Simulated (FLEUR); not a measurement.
# Spin moments, orbital moments and magnetic anisotropy of unrelaxed free-standing Co(0001) films of one to six layers in PBE

Cobalt is a late 3d metal whose majority-spin d states are nearly full, so its spin moment largely counts the empty minority d states. In a free Co(0001) film that count depends on how many cobalt neighbours each atom has: six in a single layer, nine at the surface of a thicker film, twelve inside. The question is how the spin moment, the orbital moment and the preferred direction of magnetisation follow the number of layers. Thin magnetic layers in memories and sensors depend on that direction. The moments are given per atom or per sphere. The anisotropy is the energy per cell with moments in the plane less that with moments along the film normal, without the dipole term.

## Method

Series free Co(0001) film, 1 layer to free Co(0001) film, 6 layers: a model lattice with vacuum around it, not relaxed; atoms held. FLEUR MaX-R8.1, all-electron FLAPW in film geometry, scalar-relativistic valence, PBE, basis cutoff 3.64 to 3.66 1/bohr, density cutoff 10.9 to 11 1/bohr, Fermi-Dirac smearing of 0.05 eV. Local moments are those inside the muffin-tin spheres. Ground states with collinear spins and without spin-orbit coupling, coarsest k-point spacing 0.21 1/Å; anisotropies on meshes of coarsest spacing 0.08 to 0.13 1/Å, spin-orbit coupling in second variation. The same in all rows: Kohn-Sham band gap of the ground state on its k-point mesh; set to zero under 0.1 eV or twice the smearing width (level spacings that a finite mesh gives in a metal), blank from there to 0.3 eV, where the mesh cannot tell: 0.00 eV.

Notes on method and selection:

- Each run ends in the state reached from its typed start, which may not be the lowest.
- Members that do not end with parallel or ferrimagnetic moments are left out.
- The layer spacings are not relaxed; relaxation changes surface moments by some hundredths of a muB and anisotropies by tenths of a meV.
- Anisotropies are not shown converged; the difference between the two meshes gives the scale of their error.
- Runs that did not converge, have known faults or may not be shown are not listed, and runs on Ansatz's PAW sets soft_1 and soft_2 are kept to separate tables.

Columns:

- layers: number of atomic layers of the part whose thickness is varied (named in the row).
- smallest local moment (μB): smallest spin moment among the spheres of the 3d atoms.
- anisotropy, coarser mesh (meV/cell): the same on the coarser mesh.
- mean moment (μB): net spin moment of the cell over the number of 3d atoms.
- largest local moment (μB): largest spin moment in a sphere.
- orbital moment (μB): orbital moment along the spin, mean over the 3d atoms, with spin-orbit coupling and moments along z.
- anisotropy energy (meV/cell): anisotropy by the force theorem on the finer mesh: energy with moments along the first in-plane axis less that along z, per cell; positive: z is easier. No shape (dipole) anisotropy.

## Numbers

| member | layers | smallest local moment (μB) | anisotropy, coarser mesh (meV/cell) | mean moment (μB) | largest local moment (μB) | orbital moment (μB) | anisotropy energy (meV/cell) |
| --- | --- | --- | --- | --- | --- | --- | --- |
| free Co(0001) film, 1 layer | 1 | 1.997 | −0.525 | 1.929 | 1.997 | 0.0942 | −0.683 |
| free Co(0001) film, 2 layers | 2 | 1.752 | −0.132 | 1.666 | 1.752 | 0.0885 | −0.084 |
| free Co(0001) film, 3 layers | 3 | 1.780 | 0.460 | 1.750 | 1.835 | 0.0886 | 0.693 |
| free Co(0001) film, 4 layers | 4 | 1.749 | 0.138 | 1.700 | 1.796 | 0.0844 | 0.129 |
| free Co(0001) film, 6 layers | 6 | 1.700 | 0.455 | ? | ? | ? | ? |

Cells marked ? are withheld until the estimate has been made.

## Why the values move as they do

The single layer has the largest mean moment of the four films for which it is shown, 1.929 μB. The four-layer film has 1.700 μB, lower by 0.229 μB. Fewer neighbours mean narrower d bands and less mixing of d with s and p states. The atom then keeps more empty minority d states, and its moment rises.

The fall is not steady. The bilayer, at 1.666 μB, lies 0.084 μB below the trilayer, although all its atoms are surface atoms. Neighbour counting would put it above. The separate self-consistent run with spin-orbit coupling ends with larger spin moments in the bilayer, so the dip may belong to the particular state or k-point mesh rather than to the thickness.

The orbital moment changes little, from 0.0942 μB in the single layer to 0.0844 μB in four layers, a ratio of 1.12. The direction of the change fits weaker quenching of orbital motion where neighbours are few, but the bilayer and trilayer are practically equal.

The anisotropy has no simple course with thickness. On the finer mesh it is −0.683 meV per cell for one layer, which favours the plane, and 0.693 meV for three layers, which favours the normal. Both signs are the same on the coarser mesh, where the sizes differ by 0.158 and 0.233 meV. The bilayer (−0.084 meV) and the four-layer film (0.129 meV) lie so near zero that relaxing the layer spacings, an effect of tenths of a meV, could reverse either sign. Anisotropy arises from spin-orbit coupling between states close to the Fermi level, and these shift with every added layer, so an irregular sequence is plausible. The omitted dipole term favours the plane and grows with the number of layers; a positive value here is therefore not yet a prediction of perpendicular magnetisation.

## Predicting the missing value

Plain estimates from the members shown:

- free Co(0001) film, 6 layers, mean of the 4 members shown: 1.761 μB, standard deviation 0.10

The mean of the four members, 1.761 μB, is unsuitable because the single layer raises it. It also exceeds the smallest local moment of the six-layer film, 1.700 μB, whereas in every complete row the mean moment lies below the smallest local one. The reason is that s and p electrons between the spheres are polarised against the d moment.

The route chosen starts from that local moment and takes the offset from the four-layer film, the nearest in thickness and likewise built of surface and inner layers: 1.700 − 1.749 = −0.049 μB. This offset has two parts. The spheres average (1.749 + 1.796) / 2 = 1.7725 μB, which is 1.7725 − 1.749 = 0.0235 μB above the smallest, and the region outside them contributes 1.700 − 1.7725 = −0.0725 μB per atom. Carrying the offset over assumes that both parts stay about the same in six layers, which gives 1.700 − 0.049 = 1.651 μB.

The same step from three to four layers gives 1.749 + (1.750 − 1.780) = 1.719 μB against the calculated 1.700 μB, a miss of 0.019 μB. The offsets of the four films, −0.068, −0.086, −0.030 and −0.049 μB, scatter with a standard deviation of 0.024 μB. An error of 0.02 μB matches both.

**Committed estimate, free Co(0001) film, 6 layers: mean moment = 1.65 ± 0.02 μB.**

## The answer

| member | layers | smallest local moment (μB) | anisotropy, coarser mesh (meV/cell) | mean moment (μB) | largest local moment (μB) | orbital moment (μB) | anisotropy energy (meV/cell) |
| --- | --- | --- | --- | --- | --- | --- | --- |
| free Co(0001) film, 6 layers | 6 | 1.700 | 0.455 | 1.672 | 1.796 | 0.0836 | 0.450 |

| member | estimate | mean moment (μB) | computed | estimate − computed | miss in error bars |
| --- | --- | --- | --- | --- | --- |
| free Co(0001) film, 6 layers | committed | 1.650 | 1.672 | −0.022 | 1.1 |
| free Co(0001) film, 6 layers | mean | 1.761 | 1.672 | +0.089 |  |

The estimate of 1.65 μB is 0.022 μB below the calculated 1.672 μB, just outside its error bar of 0.02 μB. The mean of the other four films misses by 0.089 μB, four times as much.

The mean moment does lie below the smallest local moment, as expected, but by 1.700 − 1.672 = 0.028 μB instead of the 0.049 μB carried over from four layers. The part of that offset from outside the spheres stayed nearly the same. The part from inside them did not, because the smallest moment now belongs to the innermost layers alone, and the layers between them and the surface have larger ones. The gap between largest and smallest local moment accordingly grows from 0.047 to 0.096 μB.

The error bar was also too narrow. The same step from two to three layers gives 1.780 + (1.666 − 1.752) = 1.694 μB, which misses by 0.056 μB.

The largest local moment is 1.796 μB in both the four-layer and the six-layer film. The mean falls because the interior has smaller moments and a growing share of the atoms, in line with the neighbour argument.

## Residuals

In the mean moment the single layer stands highest, 0.179 μB above the trilayer, the next highest, as its six neighbours per atom lead one to expect. The bilayer is the real exception: at 1.666 μB it is the lowest of the five, although it has no interior atoms. The runs with spin-orbit coupling raise the bilayer and lower the trilayer, and the mean moment then falls with every step in thickness. The dip is therefore no firm property of the bilayer. Coarse sampling of levels near the Fermi energy is a possible source, a different self-consistent state another.

In the anisotropy the single layer (−0.683 meV per cell) and the trilayer (0.693 meV) lie farthest out. In the single layer all bonds lie in the plane and hinder orbital motion within it, which weakens the orbital moment along the normal and favours magnetisation in the plane. That agrees with the sign, though the in-plane orbital moment is not shown in the table. The trilayer value changes by 0.233 meV between the two meshes, more than any other, so its size is the least certain of the series, while its positive sign appears on both. It is also the only film without an inversion centre, and its k-point mesh was not halved by inversion as the others were.

## Summary

From three to six layers the mean moment falls from 1.750 to 1.672 μB. The two layers added between four and six bring (6 × 1.672 − 4 × 1.700) / 2 = 1.616 μB each, a usable figure for the moment gained per layer between those two thicknesses.

Carrying over the offset from the next thinner film misses by (0.056 + 0.019 + 0.022) / 3 = 0.032 μB on average for three, four and six layers. The films of two or more layers have a common mean of (1.666 + 1.750 + 1.700 + 1.672) / 4 = 1.697 μB and the same three films lie on average (0.053 + 0.003 + 0.025) / 3 = 0.027 μB from it. The offset thus gives no clear gain there, though this mean has the advantage of including the film it is compared with.

Two omitted effects matter. Relaxation usually contracts the outer spacing and lowers surface moments by some hundredths of a μB; with two surface layers in six, the mean moment of the thickest film would move by about a third of that. The dipole term, estimated as μ₀M²/2 times the volume per atom with M the moment per volume, favours the plane by very roughly 0.09 meV per atom, or about 0.5 meV per cell in six layers. That is comparable with the calculated 0.450 meV in favour of the normal, so the net easy direction of this film remains open.
